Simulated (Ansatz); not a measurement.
Cd₂O₃: energy above lowest point and pressure as volume per atom varies

All results are calculated (Ansatz 0.2.0 development build). Equation of state of a cubic crystal from periodic Kohn-Sham density functional theory without spin; pressure corrected for the finite basis.

Cell of the first row (space group Pn-3m, No. 224):
```
Cd2O3
1.0
      5.1641     0.0000     0.0000
      0.0000     5.1641     0.0000
      0.0000     0.0000     5.1641
Cd O
4 6
Direct
  0.25000 0.25000 0.25000
  0.75000 0.75000 0.25000
  0.75000 0.25000 0.75000
  0.25000 0.75000 0.75000
  0.50000 0.00000 0.00000
  0.00000 0.50000 0.00000
  0.00000 0.00000 0.50000
  0.50000 0.50000 0.00000
  0.50000 0.00000 0.50000
  0.00000 0.50000 0.50000
```

Settings of every row: formula Cd2O3; structure type cubic X2O3; functional PBE; spin treatment none; k mesh 11x11x11; occupation method fermi-dirac; occupation width 0.061225619 eV; wave cutoff 700 eV; datasets soft-1 PAW; density cutoff ratio 4.

Limits: a cubic model structure, not a phase known at ambient conditions; modest k-mesh, values are not fully converged in k; no spin polarisation, a magnetic state may lie lower.

```
row  volume per atom (Å³)  energy above lowest point (meV/atom)  pressure (GPa)
  1                13.771                                 18.24           7.058
  2                14.064                                  7.78           4.428
  3                14.357                                  1.87           2.085
  4                 14.65                                     0          -0.002
  5                14.943                                     ?               ?
  6                15.529                                  14.5          -4.997
```

Question: what energy above lowest point and pressure should row 5 give?

Worked fit of energy above lowest point. Take u = (V_r/V)^(2/3) − 1 with V_r = 14.357 Å³ an atom, which is twice the finite (Eulerian) strain; such expansions in the strain, on which the Birch-Murnaghan equation of state is built, carry the rest volume and the bulk modulus. The shown rows have u = 0.02817, 0.01384, 0, -0.01338, -0.05097. Least squares give energy above lowest point = 1.89 + 284.9 × u + 10447.1 × u² meV/atom; a straight line predicts inner rows, each left out in turn, worse (root mean square 7.9 against 0.077 meV/atom). The rows lie off it by 0.03, -0.05, -0.02, 0.05, -0.01 (root mean square 0.036 meV/atom). Its lowest point lies at u = -0.0136, or V = 14.66 Å³ an atom, and the curvature there gives the bulk modulus at fixed shape and fractions, B = (4/9)(1 + u)² E″(u)/V = 98.8 GPa. The withheld row has u = -0.02632, so the fit gives 1.89 + 284.9 × (-0.02632) + 10447.1 × (-0.02632)² = 1.63 meV/atom.

The calculation gave 1.74 meV/atom. The fit lies 0.11 meV/atom (6.3 % of the value, 0.6 % of the column's range) below it; its largest miss of a shown row is 0.05 meV/atom.

Worked fit of pressure. Take u = (V_r/V)^(2/3) − 1 with V_r = 14.357 Å³ an atom, which is twice the finite (Eulerian) strain; such expansions in the strain, on which the Birch-Murnaghan equation of state is built, carry the rest volume and the bulk modulus. The shown rows have u = 0.02817, 0.01384, 0, -0.01338, -0.05097. Least squares give pressure = 2.0881 + 163.006 × u + 471.36 × u² GPa; a straight line predicts inner rows, each left out in turn, worse (root mean square 0.36 against 0.0097 GPa). The rows lie off it by 0.004, -0.006, -0.003, 0.007, -0.001 (root mean square 0.0047 GPa). The pressure vanishes at u = -0.0133, or V = 14.65 Å³ an atom, and there the bulk modulus at fixed shape and fractions is B = −V dP/dV = (2/3)(1 + u) dP/du = 99 GPa. The withheld row has u = -0.02632, so the fit gives 2.0881 + 163.006 × (-0.02632) + 471.36 × (-0.02632)² = -1.876 GPa.

The calculation gave -1.862 GPa. The fit lies 0.014 GPa (0.12 % of the column's range) below it; its largest miss of a shown row is 0.007 GPa.
